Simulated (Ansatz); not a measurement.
## From three elastic constants to directional properties of BP

The calculation used Ansatz 0.2.0, DFT PBE, scalar-relativistic, plane waves, PAW. Settings: 420 eV plane-wave cutoff, Γ-centred 8×8×8 mesh, fixed occupations. No spin polarisation.

The cell is fixed (symmetry leaves no force on the atoms) and stands under -0.2 GPa:
Space group F-43m (No. 216). a = 4.550 Å, b = 4.550 Å, c = 4.550 Å, α = 90.00°, β = 90.00°, γ = 90.00°
```tsv
atom	site	symmetry	x	y	z
B	4a	-43m	0.0000	0.0000	0.0000
P	4d	-43m	0.2500	0.2500	0.7500
```

The cell is the ideal cubic zincblende prototype.

With ions relaxed, on the cubic axes: C11 = 338.7, C12 = 73.0, C44 = 184.2 GPa. The density is 2.946 g/cm³.

Question: Is the crystal stable against strain, and how anisotropic is it?

Answer: Born's conditions hold: C11 + 2C12 = 484.7, C11 − C12 = 265.7 and C44 = 184.2 GPa are all positive. B = (C11 + 2C12)/3 = 161.6 GPa. The two shear moduli are C44 and C′ = (C11 − C12)/2 = 132.8 GPa, so Zener's ratio is A = C44/C′ = 1.39: the tetragonal shear C′ is the soft one, as in many fcc and bcc metals and zincblende crystals. The Cauchy pressure C12 − C44 is -111.2 GPa; it would vanish for pair forces between atoms on inversion centres at zero pressure, and a negative value is usual with directional bonding, though many-body forces give one in some ionic oxides too.

Question: Give the sound speeds along the three symmetry directions.

Answer: The Christoffel equation gives ρv² for each branch:
| direction | branch | ρv² | GPa | v (m/s) |
| --- | --- | --- | --- | --- |
| [100] | L | C11 | 338.7 | 10721 |
| [100] | T (×2) | C44 | 184.2 | 7907 |
| [110] | L | (C11 + C12 + 2C44)/2 | 390.1 | 11506 |
| [110] | T, u ∥ [001] | C44 | 184.2 | 7907 |
| [110] | T, u ∥ [1-10] | (C11 − C12)/2 | 132.8 | 6715 |
| [111] | L | (C11 + 2C12 + 4C44)/3 | 407.2 | 11756 |
| [111] | T (×2) | (C11 − C12 + C44)/3 | 150.0 | 7134 |

In a piezoelectric crystal some branches stiffen further, which is left out.

Question: How does Young's modulus depend on direction?

Answer: Inverting gives S11 = 3.197, S12 = -0.567, S44 = 5.429 TPa⁻¹. Along a unit vector (l, m, n), 1/E = S11 − 2(S11 − S12 − S44/2)(l²m² + m²n² + n²l²), where the last bracket is 0, 1/4 and 1/3 for [100], [110] and [111]: E = 313, 374 and 400 GPa. With A > 1 the body diagonal is stiffest. For a film on (001), the biaxial modulus is C11 + C12 − 2C12²/C11 = 380 GPa and the normal strain is −2C12/C11 = -0.43 times the in-plane one.

Cost: 2 runs of about 0.74 core-minutes in all, on Intel Xeon Platinum 8488C (Sapphire Rapids) (shared hosts).

Boron phosphide comes out as a stiff crystal with moderate elastic anisotropy, and the pattern follows from its network of tetrahedral sp³ bonds. Boron and phosphorus are close in electronegativity, so the bonding is mainly covalent and strongly resists changes in bond angle, which fits a C12 well below both shear moduli. The tetragonal shear leaves the bond lengths unchanged to first order and works almost wholly against this angular stiffness. The C44 shear also stretches and compresses bonds, and although the internal shift of the two sublattices relieves part of that cost, it remains the harder shear. Young's modulus accordingly peaks at 400 GPa along the body diagonals, where the bonds lie, and is lowest along the cube axes. The high sound speeds reflect stiff bonds joining light atoms. The positive elastic moduli establish stability against small homogeneous strains only; they don't exclude a soft phonon at finite wavevector or decomposition into other phases.
